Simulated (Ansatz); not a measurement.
A correction line for wB97M-V/def2-TZVPP: vertical ionisation energy

The vertical ionisation energy (cation less neutral) in eV of 7 fluorocarbon molecules: x at wB97M-V/def2-TZVPP, y at CCSD(T)/def2-TZVPP. Shapes, held fixed at every level: PBE0-D4/def2-TZVP. Flexible molecules stand in one conformer, not always the lowest. Programs: Ansatz 0.2.0.

```
                            molecule  x (eV)  y (eV)
          C5H6F2 (SMILES FC1C=CCC1F)   10.11   10.34
C4H3F5 (SMILES C/C(F)=C(\F)C(F)(F)F)   10.18   10.41
         C2H2F2 (1,2-difluoroethene)   10.23   10.41
        C2H2F2 (vinylidene fluoride)   10.41   10.55
          C3F6 (hexafluoropropylene)   10.79   10.98
  C4H3F5 (SMILES F/C(=C/C(F)F)C(F)F)   11.03       ?
      C4H6F4 (SMILES CC(F)(F)C(F)CF)   12.00   12.25
```

Q: Fit y = c + s·x to the known rows and predict y for C4H3F5 (SMILES F/C(=C/C(F)F)C(F)F).

A: 
1. Means of the 6 rows: x = 10.6200, y = 10.823.
2. Σ(Δx)² = 2.5832, Σ(Δx·Δy) = 2.6424, so the slope is 2.6424/2.5832 = 1.0229.
3. Intercept: 10.823 − (1.0229) × 10.6200 = -0.040. The largest residual of the fit is 0.059.
4. C4H3F5 (SMILES F/C(=C/C(F)F)C(F)F): -0.040 + 1.0229 × 11.03 = 11.24 eV.

CCSD(T)/def2-TZVPP gives 11.24 eV, so the prediction is off by 0.00 eV: they agree to the digits shown. Uncorrected, wB97M-V/def2-TZVPP misses C4H3F5 (SMILES F/C(=C/C(F)F)C(F)F) by -0.21 eV, and the other rows by 0.20 on average. The line removes about 100 % of this miss, partly by chance. C4H6F4 lies far out in x and weighs most in the slope. Left out in turn, the other rows are missed by 0.06 eV on average, so much of the error is systematic among these molecules. Cations run unrestricted.

In every row, wB97M-V places the ionisation energy below CCSD(T), by a similar amount, so the correction is essentially a shift. Adding the mean miss of 0.20 eV would serve the predicted molecule almost as well as the fitted line. The slope says little about alkenes alone, because C4H6F4 is the only saturated molecule. With no C=C π orbital to ionise, it must lose an electron from more tightly bound σ orbitals with some fluorine lone-pair character, hence its 12.25 eV.

Among the alkenes, the substituents set the π level. Vinylic fluorine withdraws through the σ frame but donates back through its lone pairs, and the two effects largely cancel, whereas fluorinated alkyl groups mainly withdraw. This probably explains why the two C4H3F5 isomers differ so much, at 10.41 and 11.24 eV: the first has a donating methyl group to offset its CF3, while the second carries two CHF2 groups. The agreement doesn't establish accuracy against experiment, since correlation energies converge slowly with basis size.
